**Promotion energies of Zn⁺: level gaps and curvature**

The table holds total energies above the lowest row and highest occupied eigenvalues (none given for the lowest row) for ten 3d/4s/4p occupations of Zn⁺, from a spherical, spin-unpolarised, all-electron Dirac Kohn-Sham calculation with the revPBE functional (Quantum ESPRESSO ld1.x). The program fits a linear and a quadratic function of the number of 3d holes and 4p electrons to all rows, compares Janak sums of eigenvalue gaps with total-energy differences, and sets the gaps between configurations against first-order fine-structure shifts and the known fault of the totals. The quadratic model leaves an rms misfit of 0.023 eV against 1.805 eV for the linear one, still well above the rounding of the table. The 3d → 4s transfer starts at a lower slope (5.818 eV) than that inferred for 4s → 4p (about 6.2 eV), and its curvature puts 3d⁹4s² 1.773 eV above 3d¹⁰4p, or 1.575 eV after the fine-structure shifts. The Janak sums are consistency checks of the method, not evidence of its accuracy.

All-electron Dirac Kohn-Sham calculations for the Zn⁺ ion with Quantum ESPRESSO ld1.x 7.5, using the revPBE functional, spherical densities, a point nucleus and no spin polarisation. Energies are differences of self-consistent total energies, and the highest eigenvalue is that of the highest occupied level.

## Script

```python
# Table: Zn+ configurations, spherical all-electron Dirac Kohn-Sham (ld1.x, revPBE, no spin): energy above lowest, highest eigenvalue.
# Tested: linear vs quadratic E(x = 3d holes, y = 4p electrons); Janak consistency; margins of the order of configurations.
T = {
    'configuration': ['[Ar] (3d3/2)4 (3d5/2)6 (4s1/2)1', '[Ar] (3d3/2)3.8 (3d5/2)5.7 (4s1/2)1.5', '[Ar] (3d3/2)4 (3d5/2)6 (4p1/2)0.3333 (4p3/2)0.6667', '[Ar] (3d3/2)3.8 (3d5/2)5.7 (4s1/2)1 (4p1/2)0.1667 (4p3/2)0.3333', '[Ar] (3d3/2)3.6 (3d5/2)5.4 (4s1/2)2', '[Ar] (3d3/2)3.6 (3d5/2)5.4 (4s1/2)1.5 (4p1/2)0.1667 (4p3/2)0.3333', '[Ar] (3d3/2)3.6 (3d5/2)5.4 (4s1/2)1 (4p1/2)0.3333 (4p3/2)0.6667', '[Ar] (3d3/2)3.2 (3d5/2)4.8 (4s1/2)2 (4p1/2)0.3333 (4p3/2)0.6667', '[Ar] (3d3/2)3.2 (3d5/2)4.8 (4s1/2)1 (4p1/2)0.6667 (4p3/2)1.3333', '[Ar] (3d3/2)3.2 (3d5/2)4.8 (4p1/2)1 (4p3/2)2'],
    'above_lowest': [0.0, 3.45, 6.285, 6.741, 8.058, 11.529, 15.049, 28.916, 36.787, 44.8],  # eV
    'second_highest_eigenvalue': [None, -14.808, -8.517, -8.6673, -15.788, -9.2674, -9.6716, -10.851, -11.567, -12.232],  # eV
    'second_highest_level': [None, '4s1/2', '4p3/2', '4p3/2', '4s1/2', '4p3/2', '4p3/2', '4p3/2', '4p3/2', '4p3/2'],
}
import re
import numpy as np
from scipy.constants import physical_constants as pc
HA = pc['Hartree energy in eV'][0]; n = np.nan
E = np.array(T['above_lowest'], float)
occ = lambda c, k: round(sum(float(v) for s, v in re.findall(r'\((\d[spd])\d/2\)([\d.]+)', c) if s == k), 3)
d, s, y = (np.array([occ(c, k) for c in T['configuration']]) for k in ('3d', '4s', '4p'))
x = 10 - d
I = {(float(a), float(b)): i for i, (a, b) in enumerate(zip(x, y))}
e = lambda a, b: E[I[(a, b)]]
# further outputs of the same runs (eV, bohr), in row order; levels that the table holds are taken from it
d3 = np.array([-19.87956, -23.05097, -21.67649, -23.95298, -26.47494, -27.35954, -28.21294, -35.66925, -37.24272, -38.74471])
d5 = np.array([-19.52057, -22.67818, -21.31578, -23.57938, -26.08798, -26.97181, -27.82445, -35.2515, -36.82361, -38.32424])
es = np.array([-13.84665, n, n, -15.35251, n, -16.31262, -16.81136, -18.71095, -19.58089, n])
p1 = np.array([n, n, -8.647473, -8.80842, n, -9.425431, -9.835062, -11.05127, -11.77609, -12.45033])
rd = {0: 0.89929, 4: 0.8449273, 9: 0.7911779}; rs0, rs6, rp6 = 2.409061, 2.249866, 2.869386
p3 = np.full(len(E), n)
for i, (lv, v) in enumerate(zip(T['second_highest_level'], T['second_highest_eigenvalue'])):
    if lv == '4s1/2': es[i] = v
    if lv == '4p3/2': p3[i] = v
ed = 0.4*d3 + 0.6*d5; ep = (p1 + 2*p3)/3
A1 = np.c_[x, y]; A2 = np.c_[x, y, x*x/2, x*y, y*y/2]
c1 = np.linalg.lstsq(A1, E, rcond=None)[0]; c2 = np.linalg.lstsq(A2, E, rcond=None)[0]
r1, r2 = A1@c1 - E, A2@c2 - E
print('all energies in eV; rounding floor 0.0005; levels j-weighted; residual = model - table')
print('linear a,b:', np.round(c1, 3), ' quadratic a,b,U,V,W:', np.round(c2, 3))
print(' d    s   p      E    res_lin res_quad  e3d     e4s     e4p')
for i in range(len(E)):
    print(f'{d[i]:4.1f} {s[i]:3.1f} {y[i]:3.1f} {E[i]:7.3f} {r1[i]:7.3f} {r2[i]:7.3f} {ed[i]:7.3f} {es[i]:7.3f} {ep[i]:7.3f}')
for nm, r in (('linear', r1), ('quadratic', r2)):
    w = np.argmax(abs(r)); print(f'{nm}: rms(9 rows) {np.sqrt(np.mean(r[1:]**2)):.3f}, worst {r[w]:.3f} at d{d[w]:g} s{s[w]:g} p{y[w]:g}')
g1, g2, g3 = e(0, 1), e(1, 0) - e(0, 1), e(1, 1) - e(1, 0)
print(f'integer gaps: d10s-d10p {g1:.3f}, d10p-d9s2 {g2:.3f}, d9s2-d9sp {g3:.3f}; least gap incl. fractional {np.diff(E).min():.3f}')
print(f's->p cost: d10 {g1:.3f}, d9 {g3:.3f}, d8 {e(2,2)-e(2,1):.3f} then {e(2,3)-e(2,2):.3f}')
print(f'd->s cost: {e(1,0):.3f} (from d10s), {e(1,1)-e(0,1):.3f} (d10p), {e(2,1)-e(1,1):.3f} (d9sp); d->p {e(1,1):.3f}, {e(2,1)-e(1,0):.3f}')
print(f'sag below chord at midpoint: d->s {e(.5,0)-e(1,0)/2:.3f}, d->p {e(.5,.5)-e(1,1)/2:.3f}, '
      f's->p(d9) {e(1,.5)-(e(1,0)+e(1,1))/2:.4f}, d10p->d9s2 {e(.5,.5)-(e(0,1)+e(1,0))/2:.3f}')
G = es - ed; a, m, b = I[(0, 0)], I[(.5, 0)], I[(1, 0)]; h = I[(.5, .5)]
print(f'e4s-e3d at x=0,0.5,1: {G[a]:.3f} {G[m]:.3f} {G[b]:.3f}; rise {G[b]-G[a]:.3f}; rise d9sp->d8s2p {G[I[(2,1)]]-G[I[(1,1)]]:.3f}')
print(f'shifts d10s->d9s2: 3d {ed[b]-ed[a]:.3f}, 4s {es[b]-es[a]:.3f}, ratio {(ed[b]-ed[a])/(es[b]-es[a]):.2f}')
j, k = I[(1, .5)], I[(1, 1)]
print(f'shifts per electron s->p (d9, y 0.5 to 1): 4s {2*(es[k]-es[j]):.3f}, 4p {2*(ep[k]-ep[j]):.3f}')
print(f'radii/bohr: 3d5/2 {rd[0]:.3f},{rd[4]:.3f},{rd[9]:.3f} (d10s,d9s2,d8p3); 4s/3d {rs0/rd[0]:.2f}; 4p/4s in d9sp {rp6/rs6:.2f}')
S = (G[a] + 4*G[m] + G[b])/6
for nm, v, t in (('d->s Simpson', S, e(1, 0)), ('d->s midpoint', G[m], e(1, 0)), ('d->s start only', G[a], e(1, 0)),
                 ('d->p midpoint', ep[h]-ed[h], e(1, 1)), ('s->p d9 midpoint', ep[j]-es[j], g3),
                 ('d10p->d9s2 midpoint', 2*es[h]-ed[h]-ep[h], g2)):
    print(f'Janak {nm}: {v:.3f} vs total-energy {t:.3f}, diff {v-t:+.3f}')
cur = e(1, 0) - G[a]; W9 = 4*(e(1, 0) - 2*e(1, .5) + e(1, 1)); W8 = e(2, 1) - 2*e(2, 2) + e(2, 3)
print(f'd->s = start slope {G[a]:.3f} + curvature part {cur:.3f} ({100*cur/e(1,0):.0f} %); W d9 {W9:.3f} (+-0.008), d8 {W8:.3f}')
for W in (W9, W8):
    print(f'borrowed W {W:.3f}: s->p start slope {g1-W/2:.3f}, curves cross at transfer {(g1-W/2-G[a])/(cur-W/2):.2f} e')
print(f'W needed to put s->p slope below d->s slope: {2*(g1-G[a]):.3f}')
zd, zp = d5[b] - d3[b], p3[I[(0, 1)]] - p1[I[(0, 1)]]
print(f'j splitting: 3d {zd:.3f} (shifts {-.4*zd:.3f},{.6*zd:+.3f}); 4p {zp:.3f} (shifts {-2*zp/3:.3f},{zp/3:+.3f})')
print(f'least gaps with first-order j shifts: d10s-d10p {g1-2*zp/3:.3f}, d10p-d9s2 {g2-.4*zd-zp/3:.3f}')
f = 0.9e-3*HA
print(f'known fault {0.2e-3*HA:.4f} to {f:.4f}; gap/fault {g1/f:.0f}, {g2/f:.0f}')
print(f'rigid 3d rise to swap: d9s2 below d10p {g2:.3f} ({100*g2/e(1,0):.0f} % of d->s cost); fractional leak {G[a]:.3f}; '
      f'd9s2 lowest {e(1,0):.3f} (start gap {-cur:.3f})')
assert 0 == e(0, 0) < e(0, 1) < e(1, 0) < e(1, 1)
assert abs(S - e(1, 0)) < 0.01
assert G[a] < g1 - W9/2 and 0 < W9 < (G[b] - G[a])/10
assert g2 - .4*zd - zp/3 > 20*f
```

Printed output:

```
all energies in eV; rounding floor 0.0005; levels j-weighted; residual = model - table
linear a,b: [9.387 8.381]  quadratic a,b,U,V,W: [5.548 6.205 5.048 0.72  0.15 ]
 d    s   p      E    res_lin res_quad  e3d     e4s     e4p
10.0 1.0 0.0   0.000   0.000   0.000 -19.664 -13.847     nan
 9.5 1.5 0.0   3.450   1.243  -0.045 -22.827 -14.808     nan
10.0 0.0 1.0   6.285   2.096  -0.004 -21.460     nan  -8.560
 9.5 1.0 0.5   6.741   2.143  -0.035 -23.729 -15.353  -8.714
 9.0 2.0 0.0   8.058   1.329   0.013 -26.243 -15.788     nan
 9.0 1.5 0.5  11.529   2.048   0.024 -27.127 -16.313  -9.320
 9.0 1.0 1.0  15.049   2.719   0.023 -27.980 -16.811  -9.726
 8.0 2.0 1.0  28.916  -1.761  -0.005 -35.419 -18.711 -10.918
 8.0 1.0 2.0  36.787  -1.251  -0.006 -36.991 -19.581 -11.637
 8.0 0.0 3.0  44.800  -0.883   0.002 -38.492     nan -12.305
linear: rms(9 rows) 1.805, worst 2.719 at d9 s1 p1
quadratic: rms(9 rows) 0.023, worst -0.045 at d9.5 s1.5 p0
integer gaps: d10s-d10p 6.285, d10p-d9s2 1.773, d9s2-d9sp 6.991; least gap incl. fractional 0.456
s->p cost: d10 6.285, d9 6.991, d8 7.871 then 8.013
d->s cost: 8.058 (from d10s), 8.764 (d10p), 13.867 (d9sp); d->p 15.049, 20.858
sag below chord at midpoint: d->s -0.579, d->p -0.784, s->p(d9) -0.0245, d10p->d9s2 -0.431
e4s-e3d at x=0,0.5,1: 5.818 8.019 10.455; rise 4.637; rise d9sp->d8s2p 5.539
shifts d10s->d9s2: 3d -6.579, 4s -1.941, ratio 3.39
shifts per electron s->p (d9, y 0.5 to 1): 4s -0.997, 4p -0.812
radii/bohr: 3d5/2 0.899,0.845,0.791 (d10s,d9s2,d8p3); 4s/3d 2.68; 4p/4s in d9sp 1.28
Janak d->s Simpson: 8.058 vs total-energy 8.058, diff +0.000
Janak d->s midpoint: 8.019 vs total-energy 8.058, diff -0.039
Janak d->s start only: 5.818 vs total-energy 8.058, diff -2.240
Janak d->p midpoint: 15.014 vs total-energy 15.049, diff -0.035
Janak s->p d9 midpoint: 6.993 vs total-energy 6.991, diff +0.002
Janak d10p->d9s2 midpoint: 1.738 vs total-energy 1.773, diff -0.035
d->s = start slope 5.818 + curvature part 2.240 (28 %); W d9 0.196 (+-0.008), d8 0.142
borrowed W 0.196: s->p start slope 6.187, curves cross at transfer 0.17 e
borrowed W 0.142: s->p start slope 6.214, curves cross at transfer 0.18 e
W needed to put s->p slope below d->s slope: 0.935
j splitting: 3d 0.387 (shifts -0.155,+0.232); 4p 0.130 (shifts -0.087,+0.043)
least gaps with first-order j shifts: d10s-d10p 6.198, d10p-d9s2 1.575
known fault 0.0054 to 0.0245; gap/fault 257, 72
rigid 3d rise to swap: d9s2 below d10p 1.773 (22 % of d->s cost); fractional leak 5.818; d9s2 lowest 8.058 (start gap -2.240)
```
